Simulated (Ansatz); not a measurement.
# A series in volume per atom on Ir

Results calculated with Ansatz 0.2.0, not measured. Periodic Kohn-Sham DFT of a crystal at fixed atoms; pressure and stress are positive in compression; the energy is the free energy less that of spherical unpolarised free atoms; site moments are those in the method's own spheres, positive along +z.

Cell of the first row (space group Fm-3m, No. 225):
```
Ir
1.0
      0.0000     1.8880     1.8880
      1.8880     0.0000     1.8880
      1.8880     1.8880     0.0000
Ir
1
Direct
  0.00000 0.00000 0.00000
```

Settings of every row: method frozen-core PAW; functional PBE; relativity scalar; k mesh 18x18x18; filling fermi-dirac; smearing width 0.03 eV; wave cutoff 420 eV; paw set soft_2.

Atom start moment: 0 on all atoms.

Limits: no spin-orbit coupling on heavy atoms.

| row | volume per atom (Å³) | pressure (GPa) |
| --- | --- | --- |
| 1 | 13.459 | ? |
| 2 | 13.881 | 16.842 |
| 3 | 14.31 | 4.631 |
| 4 | 14.74 | -5.569 |
| 5 | 15.169 | -14.072 |

Question: what pressure should row 1 give?

Worked fit of pressure. Take u = (V_r/V)^(2/3) − 1 with V_r = 14.525 Å³ an atom, which is twice the finite (Eulerian) strain; such expansions in the strain, on which the Birch-Murnaghan equation of state is built, carry the rest volume and the bulk modulus. The shown rows have u = 0.0307, 0.00999, -0.00975, -0.02851. Least squares give pressure = −0.7002 + 518.117 × u + 1729.92 × u² GPa; a straight line predicts inner rows, each left out in turn, worse (root mean square 0.96 against 0.04 GPa). The rows lie off it by 0.006, -0.017, 0.018, -0.006 (root mean square 0.013 GPa). The pressure vanishes at u = 0.0013, or V = 14.5 Å³ an atom, and there the bulk modulus at fixed shape and fractions is B = −V dP/dV = (2/3)(1 + u) dP/du = 349 GPa. The withheld row has u = 0.05213, so the fit gives −0.7002 + 518.117 × (0.05213) + 1729.92 × (0.05213)² = 31.010 GPa.

The calculation gave 31.184 GPa. The fit lies 0.174 GPa (0.38 % of the column's range) below it; its largest miss of a shown row is 0.018 GPa. This row lies beyond the range of the fit.
